**Q.** I have band energies of wurtzite CdSe at six high-symmetry points of the Brillouin zone, the corners of the band path, from scalar-relativistic PBE. Where is the gap, and why does the last column vary so much?

Kohn-Sham bands of wurtzite CdSe at the corners of the band path, from Ansatz 0.2.0 (scalar-relativistic PBE, plane waves with generated PAW datasets, 420 eV cutoff). The run is a single point on the unrelaxed cell without spin polarization, with a 7x7x4 k-mesh and Fermi-Dirac smearing of 0.1 eV. Band v1 is the highest filled band and c1 the lowest empty one.

```
k-point  coordinates (reciprocal vectors of the computed cell, not always the standard one)  band v3 (eV from the Fermi level)  band v2 (eV from the Fermi level)  band v1 (eV from the Fermi level)  band c1 (eV from the Fermi level)  band c2 (eV from the Fermi level)  c1 less v1 (eV)
  Gamma                                                                               0 0 0                              -0.45                              -0.44                              -0.44                               0.22                               1.66             0.66
      M                                                                             0.5 0 0                              -2.24                              -1.63                              -1.25                               2.75                               2.87             4.00
      K                                                                       0.333 0.333 0                              -2.17                              -2.17                              -2.16                               3.99                               4.28             6.15
      A                                                                             0 0 0.5                              -0.80                              -0.80                              -0.80                               1.86                               1.86             2.66
      L                                                                           0.5 0 0.5                              -1.77                              -1.69                              -1.69                               2.54                               2.54             4.23
      H                                                                     0.333 0.333 0.5                              -2.84                              -1.46                              -1.46                               3.33                               3.33             4.79
```

**A.** The cell has 72 electrons and so 36 filled bands: v1 is the highest of them, v2 and v3 lie below it, and c1 and c2 are the two lowest empty ones. Both the top of v1 and the bottom of c1 lie at Gamma, and the band edges on the full mesh agree, so the gap is direct, 0.66 eV. The other entries of "c1 less v1" are vertical separations at one k-point, the cost of a transition that keeps its momentum there. The 6.15 eV at K is such a separation and no second gap.

**Q.** Which band does the widening, and why?

**A.** At all five corners c1 rises from Gamma by more than v1 falls, and it supplies 65 to 82 % of the widening. At A, along the $c$ axis, c1 climbs 1.64 eV while v1 drops 0.36 eV. That much the numbers show.

The standard explanation is chemical. The valence top is mainly Se 4p and the conduction bottom is the antibonding, largely Cd 5s, state. The orbital populations of the same calculation fit this, with about five electrons in each Se 4p shell and less than one in each Cd 5s, but they sum over the whole zone and do not test the character at any one k-point.

At Gamma the phases around an atom nearly cancel the coupling between s and p. Away from Gamma a coupling $V$, growing with $k$, links the s state to the p orbital that points along $k$. For two levels a gap $E_g$ apart, the upper one is pushed up by

$$\Delta=\sqrt{(E_g/2)^2+V^2}-E_g/2 ,$$

which is $V^2/E_g$ for small $V$. The p orbital along $k$ is pushed down out of the way, and v1 is left to the p orbitals across $k$, which overlap sideways and disperse less. The formula is a guide near Gamma. Farther out other states mix in, and how much of the rise at the corners comes from this push is not computed here. On this argument a related crystal with a smaller gap and a similar coupling has a steeper c1 near Gamma, that is, a lighter electron.

**Q.** At A, L and H bands come in equal pairs. Is that an accident?

**A.** No, symmetry requires it. The crystal maps onto itself under a half turn about $c$ combined with a shift of $c/2$, which swaps the two CdSe layers of the cell. Combined with time reversal, this operation returns a k-point on the face $k_z=\pi/c$ to itself, and applied twice it multiplies the state by $e^{-ik_zc}=-1$. An operation that includes time reversal and squares to $-1$ cannot map a state onto itself, so every level on that face is doubled. The structure was snapped to its space group before the run, so the pairs confirm the symmetry that was put in.

At A three bands share $-0.80$ eV, and since levels come in twos, v3 must have a partner at the same energy, the next band down, which is not printed. Four states at one energy are what the $p_x$ and $p_y$ orbitals of two layers give. M lies off that face and has low symmetry, and its five levels are all different.

**Q.** At Gamma and K the three valence bands nearly coincide too. Is the 0.01 eV at Gamma the crystal-field splitting?

**A.** A hexagonal crystal allows at most twofold levels at these two points, so neither cluster can be a single threefold level. The two members of a doublet must print alike, so at K v1, which prints 0.01 eV above v2, stands alone. Whether v2 and v3 are a pair the table cannot say, since v3 may have its partner in the next band down. At Gamma a $p_x,p_y$ doublet lies close to a $p_z$ singlet, and the two would be degenerate in a perfect tetrahedral field. There v1 and v2 print alike, as a doublet must, which puts the singlet just below them. The spacing is the crystal-field splitting of this cell, but it is no larger than the rounding error of a difference, so its size should not be used.

The geometry makes it less trustworthy still. The atomic coordinates do not give four equal bonds: three are 2.627 Å and the one along $c$ is 2.720 Å. Forces of 0.26 eV/Å act to shorten the long bond. The offset of $p_z$ from $p_x,p_y$ is sensitive to this inequality, so relaxation is expected to move it.

**Q.** An s band sounds nearly free. Does $\hbar^2k^2/2m$ describe c1?

**A.** No, and the test needs no adjustable constant. Here $m$ is the free-electron mass, $k$ the distance from Gamma, and $\hbar^2/2m\approx3.8$ eV Å$^2$. At A, $k=\pi/c=0.445$ Å$^{-1}$, which gives $3.8\times0.445^2=0.75$ eV. The computed rise is 2.2 times that.

Relative to the estimate, the rise is 6 % low at M, 6 % high at K, 32 % low at L and 28 % low at H. The order also fails, since the parabola puts H highest and the table puts K highest. The printed output after this text lists all five corners.

The $c$ direction shows how it fails. Because the cell holds two layers, c1 and c2, joined at A, can be read as one band that runs on to $2\pi/c$ and is folded back to Gamma. Its end point, c2 at Gamma, lies 1.44 eV above c1 where the parabola wants 3.01 eV, and it is 0.20 eV below A. The band at first rises faster than a free electron, as the s–p push would have it, and then turns down, which a free electron never does. Mixing with higher empty states could cause the turn, but the table does not test that.

**Q.** Still, 6 % at K looks good. Doesn't it count?

**A.** It counts for little, because c1 at K is probably a different state. Each Cd atom has three nearest Cd neighbours in the adjacent layer above and three below, and at K their phases sum to zero. The s orbitals of the two Cd atoms must then form a degenerate pair. The table has c1 and c2 apart by 0.29 eV at K, so by this argument c1 there is not the Cd s pair. A band label counts levels by energy and does not follow an orbital, so a parabola drawn from Gamma to K probably joins unlike states.

**Q.** The measured gap is roughly 1.7 to 1.8 eV as I recall. What would close the difference?

**A.** Against that rough figure PBE gives under 40 % and falls short by about 1 eV. Spin-orbit coupling should be weighed first, and it works the other way. It splits the p-like valence top by roughly 0.4 eV, again a recalled size, and lifts the upper level by about a third of that, which narrows the gap by some 0.1 eV.

The cell is under compression, more strongly in the plane than along $c$, so it would expand if relaxed. Longer bonds lower an antibonding s level, so I expect a narrower gap from that too, though no run here tests it. What remains is the standard shortfall of semilocal Kohn-Sham gaps, which leave out part of the energy cost of adding an electron and removing one. A hybrid functional or a GW calculation usually recovers most of it. By the two-level formula a gap that is too small also makes c1 too steep near Gamma, so an electron mass or mobility taken from these bands inherits the error.

**Q.** Which digits can I then use?

**A.** The energy zero is not a material property. The Fermi level sits 0.11 eV above midgap, where the smearing of 0.1 eV makes holes balance electrons, and the valence edge has more states to empty than the conduction edge has to fill. Only differences between bands carry meaning, and rounding leaves them uncertain by 0.01 eV. With one cutoff, one mesh and an unrelaxed cell, the second decimal is not shown to be converged.

The location of the gap has a comfortable margin among these corners. The next smallest separation, from v1 at A to c1 at Gamma, is 1.02 eV, well above the direct 0.66 eV. The pairing at A, L and H is exact for this space group without spin-orbit coupling, whereas the size of the gap is good only as a PBE number for this unrelaxed cell.

Output of the analysis:

```
Rounding: 0.005 eV per entry, up to 0.01 eV per difference
Filled bands: 2*(20 Cd + 16 Se)/2 = 36
Highest v1 at Gamma, lowest c1 at Gamma, gap 0.66 eV (mesh edges 0.663 eV)
Next separations: v1(Gamma) to c1(A) 2.30 eV; v1(A) to c1(Gamma) 1.02 eV
From Gamma: c1 rise, v1 drop, widening (eV), share of c1, separation/gap
  M  2.53 0.81 3.34  76% 6.1
  K  3.77 1.72 5.49  69% 9.3
  A  1.64 0.36 2.00  82% 4.0
  L  2.32 1.25 3.57  65% 6.4
  H  3.11 1.02 4.13  75% 7.3
Changes between corners (eV): v1, c1, c1-v1
  M to K: -0.91 +1.24 +2.15
  L to H: +0.23 +0.79 +0.56
  M to L: -0.44 -0.21 +0.23
  K to H: +0.70 -0.66 -1.36
Spacings (eV): v2-v3, v1-v2, c2-c1
  Gamma 0.01 0.00 1.44
  M     0.61 0.38 0.12
  K     0.00 0.01 0.29
  A     0.00 0.00 0.00
  L     0.08 0.00 0.00
  H     1.38 0.00 0.00
Spread over corners (eV): v3 2.39, v2 1.73, v1 1.72, c1 3.77, c2 2.62
Free electron: |k| (1/A), estimate (eV), c1 rise (eV), rise-estimate, rise/estimate
  M  0.838 2.68 2.53 -0.15 0.94
  K  0.967 3.56 3.77 +0.21 1.06
  A  0.445 0.75 1.64 +0.89 2.18
  L  0.949 3.43 2.32 -1.11 0.68
  H  1.064 4.32 3.11 -1.21 0.72
Order, estimate: A < M < L < K < H; table c1: A < L < M < H < K
Folded point 2pi/c: estimate 3.01 eV, c2-c1 at Gamma 1.44 eV, ratio 0.48
c2 at Gamma minus c2 at A: -0.20 eV
c/a 1.6326 (ideal 1.6330); u 0.385 (equal bonds at 0.375)
Cd-Se: three at 2.627 A, one along c at 2.720 A, longer by 0.093 A (3.5%)
Fermi level above midgap by 0.11 eV; at Gamma c1 filled 0.100, v1 empty 0.012, weight 1/196
Rough recalled gap 1.7-1.8 eV: PBE gives 37-39%, short by 1.0-1.1 eV
Rough recalled spin-orbit splitting 0.4 eV: a third of it, about 0.1 eV, would lower the gap
```
